Student: One Gaussian per state gives the strong-coupling polaron lines in closed form. Why should I trust that, and what would better cost?

Lecturer: Take ħ = m = ω = 1 (band mass, LO frequency). The Pekar functional is E = T − (α/√2)J, with J = ∬ρ(r)ρ(r′)/|r − r′| = (2/π)∫₀^∞ dk ⟨ρ̃²⟩, averaged over directions of k. For ψ ∝ exp(−βr²/2), ρ̃ = exp(−k²/4β), so E = 3β/4 − α√(β/π), β = 4α²/(9π) and E = −0.106α². A 2p_z orbital multiplies ρ̃ by 1 − k_z²/2β. In the frozen 1s well that factor enters once, averages to 5/6, and costs β/2; kinetic energy adds β/2. The vertical line is β = 0.141α². In its own well it enters squared, J gains the factor 1 − 1/3 + 3/20 = 49/60, and with T = 5β/4 reoptimised, E = −(49/60)²α²/(5π) = −0.0425α². For m = ±1 the multiplier 1 − k⊥²/4β gives 23/30 and −0.0374α². The zero-phonon line is 0.064α².

Student: None of that has an exact answer beside it.

Lecturer: A one-dimensional cousin has. Take E = T − 3∬ρρ exp(−2|x − x′|). The well −φ obeys φ″ − 4φ = −24ρ, and ψ = (√3/2)sech²x, φ = 3sech²x solves this and the Schrödinger equation, with level −2 and E = −0.8. The odd state sech x·tanh x lies at −1/2, so the vertical gap is exactly 1.5. Method A, your recipe, minimises β/4 − 3exp(2/β)erfc√(2/β). It gives β = 1.610, again equal to the gap, and E = −0.792.

Student: Only 1.0 % off.

Lecturer: In E, which is stationary. The gap is first order in the wrong density and is 7.3 % high.

Student: And the alternatives?

Lecturer: I give them the exact well and count multiply-adds or divisions for both parities, function set-up excluded. B keeps N oscillator functions per parity at β = 1. They reach x and k of about 2√N. The odd density falls as exp(−2x) and as exp(−πk), so the tail rules: deviation ~ exp(−4√N). With Q quadrature points, work is 6NQ to tabulate and weight, N(N+1)Q to build, and the typical (4/3)N³ to reduce two matrices; memory is 2NQ + N(N+1). For deviation δ, with Q ∝ N, work grows as ln⁶(1/δ) and memory as ln⁴(1/δ).

C is a three-point grid, x = (j + ½)h, with M = L/h points. Its kinetic energy (1 − cos kh)/h² = k²/2 − h²k⁴/24 + … shifts a level by −h²⟨k⁴⟩/24, with ⟨k⁴⟩ = 16/7 (even) and 31/7 (odd). Walls at ±L raise the odd level by 12exp(−2L), or 1×10⁻⁶ at L = 8. The tridiagonal recurrence needs one division per point, and I assume 8 trial energies: work 16M, memory M, both ∝ δ^(−1/2)ln(1/δ). D is Richardson's [4E(h/2) − E(h)]/3, which cancels h² and leaves h⁴, so δ^(−1/4)ln(1/δ). For A I assume 8 trials of 20 operations.

With Q = 20, L = 8 and δ the larger of the two level deviations (for A the gap deviation):

method | work | memory | δ
A | 160 | few | 0.110
B, N = 3 | 636 | 132 | 4.9×10⁻³
B, N = 5 | 1367 | 230 | 7.6×10⁻⁴
C, M = 32 | 512 | 32 | 1.2×10⁻²
C, M = 128 | 2048 | 128 | 7.2×10⁻⁴
D, M = 16 and 32 | 768 | 32 | 2×10⁻³
D, M = 32 and 64 | 1536 | 64 | 9×10⁻⁵

Student: Why not tabulate the gap itself? That is what I want.

Lecturer: Because N = 3 gives 1.4998 by luck: 4.9×10⁻³ cancels 4.7×10⁻³. In rows B to D both levels deviate the same way, so δ bounds the gap deviation. The law holds roughly: from N = 3 to 5 the odd deviation falls by the factor 0.16 against a predicted 0.13.

Student: So pick.

Lecturer: For 10 % of the gap, A. For 1 %, C with 32 points. For 0.1 %, B with N = 5. For 0.01 %, the finer D; plain C would need 281 points and 4496 operations. Within 700 operations B with N = 3 is best, within 1000 the coarse D, within 1600 the fine D.

Student: 512 against 636 rests on your assumed 8 trials.

Lecturer: Agreed. That pair, and 1367 against 1536, are ties, and memory breaks them for the grids. Also, A paid for its own well, while the others must multiply by the self-consistent cycles. And the model tests no relaxed state. There the well is aspherical: Λ coupled partial waves make the grid block-tridiagonal, work ∝ MΛ³, and the basis costs (NΛ)³. Odd parity must be imposed, since the state is a saddle point above 1s. The zero-phonon line is a difference of stationary energies, so I expect a smaller absolute deviation than for the vertical line, but haven't shown it.

Student: Which would you run for an electron in CdF₂?

Lecturer: With α = (e²/4πε₀ħ)√(m/2ħω)(1/ε∞ − 1/εs), the unit α²ħω = (m/mₑ)Ry(1/ε∞ − 1/εs)² doesn't depend on ω. The compiled values at 300 K are ε∞ = 2.4 and εs = 8.1 (Rakita 2019). An assumed band mass 0.45mₑ gives 8.4×10⁻²⁰ J, so the model's lines are 1.2×10⁻²⁰ J and 5.4×10⁻²¹ J. A typical ħω of 8.0×10⁻²¹ J gives α = 3.2 and lines at 1.5ħω and 0.67ħω. The adiabatic picture needs β ≫ 1, and β is 1.5. The neglected α⁰ term of the ground energy, typically quoted near −2.8ħω, exceeds the leading −1.1ħω. Typically, at such α, free-polaron absorption starts at ħω with no separate relaxed line, so the model's zero-phonon line sits about a third below that onset. Run A, and spend the effort on an all-coupling theory.